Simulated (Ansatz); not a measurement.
## Ir: the change of pressure and energy less free atoms with volume per atom

Periodic Kohn-Sham DFT of a crystal at fixed atoms; pressure and stress are positive in compression; the energy is the free energy less that of spherical unpolarised free atoms; site moments are those in the method's own spheres, positive along +z. The results are calculated, by Ansatz 0.2.0.

Cell of the first row (space group Fm-3m, No. 225):
```
CELL_PARAMETERS angstrom
0.00000 1.88050 1.88050
1.88050 0.00000 1.88050
1.88050 1.88050 0.00000
ATOMIC_POSITIONS crystal
Ir 0.00000 0.00000 0.00000
```

Settings of every row: method all-electron LAPW; functional PBEsol; relativity scalar; k mesh 15x15x15; filling fermi-dirac; smearing width 0.05 eV; basis error target 0.5 meV/atom; nucleus gaussian.

Atom start moment: 0 on all atoms.

Limits: no spin-orbit coupling on heavy atoms.

| row | volume per atom (Å³) | pressure (GPa) | energy less free atoms (eV/atom) |
| --- | --- | --- | --- |
| 1 | 13.3 | 24.13 | -10.1456 |
| 2 | 13.307 | 23.863 | -10.1467 |
| 3 | 13.583 | 14.04 | -10.1791 |
| 4 | 13.866 | 5.097 | -10.1959 |
| 5 | 14.008 | ? | ? |
| 6 | 14.149 | -2.825 | -10.1977 |
| 7 | 14.291 | -6.44 | -10.1936 |
| 8 | 14.432 | -9.841 | -10.1864 |
| 9 | 14.715 | -16.045 | -10.1635 |
| 10 | 14.998 | -21.526 | -10.1302 |

Question: what pressure and energy less free atoms should row 5 give?

Worked fit of pressure. Take u = (V_r/V)^(2/3) − 1 with V_r = 14.149 Å³ an atom, which is twice the finite (Eulerian) strain; such expansions in the strain, on which the Birch-Murnaghan equation of state is built, carry the rest volume and the bulk modulus. The shown rows have u = 0.04212, 0.04175, 0.02759, 0.01356, 0, -0.00664, -0.01312, -0.02581, -0.0381. Least squares give pressure = −2.8214 + 558.694 × u + 1848.77 × u² + 1869 × u³ GPa; a parabola predicts inner rows, each left out in turn, worse (root mean square 0.032 against 0.0064 GPa). The rows lie off it by 0.000, 0.000, 0.000, -0.002, -0.004, 0.010, -0.004, -0.003, 0.001 (root mean square 0.004 GPa). The pressure vanishes at u = 0.0050, or V = 14.04 Å³ an atom, and there the bulk modulus at fixed shape and fractions is B = −V dP/dV = (2/3)(1 + u) dP/du = 387 GPa. The withheld row has u = 0.0067, so the fit gives −2.8214 + 558.694 × (0.0067) + 1848.77 × (0.0067)² + 1869 × (0.0067)³ = 1.005 GPa.

The calculation gave 1.016 GPa. The fit lies 0.011 GPa (1.1 % of the value, 0.024 % of the column's range) below it; its largest miss of a shown row is 0.010 GPa.

Worked fit of energy less free atoms. Take u = (V_r/V)^(2/3) − 1 with V_r = 14.149 Å³ an atom, which is twice the finite (Eulerian) strain; such expansions in the strain, on which the Birch-Murnaghan equation of state is built, carry the rest volume and the bulk modulus. The shown rows have u = 0.04212, 0.04175, 0.02759, 0.01356, 0, -0.00664, -0.01312, -0.02581, -0.0381. Least squares give energy less free atoms = −10.19772 − 0.3734 × u + 37.434 × u² + 19 × u³ eV/atom; a parabola predicts inner rows, each left out in turn, worse (root mean square 0.00031 against 4.6e-05 eV/atom). All shown rows lie on it to the printed digit. Its lowest point lies at u = 0.0050, or V = 14.04 Å³ an atom, and the curvature there gives the bulk modulus at fixed shape and fractions, B = (4/9)(1 + u)² E″(u)/V = 386 GPa. The withheld row has u = 0.0067, so the fit gives −10.19772 − 0.3734 × (0.0067) + 37.434 × (0.0067)² + 19 × (0.0067)³ = -10.1985 eV/atom.

The calculation gave -10.1986 eV/atom. The fit lies 0.0001 eV/atom (0.15 % of the column's range) above it, one unit of the last digit.
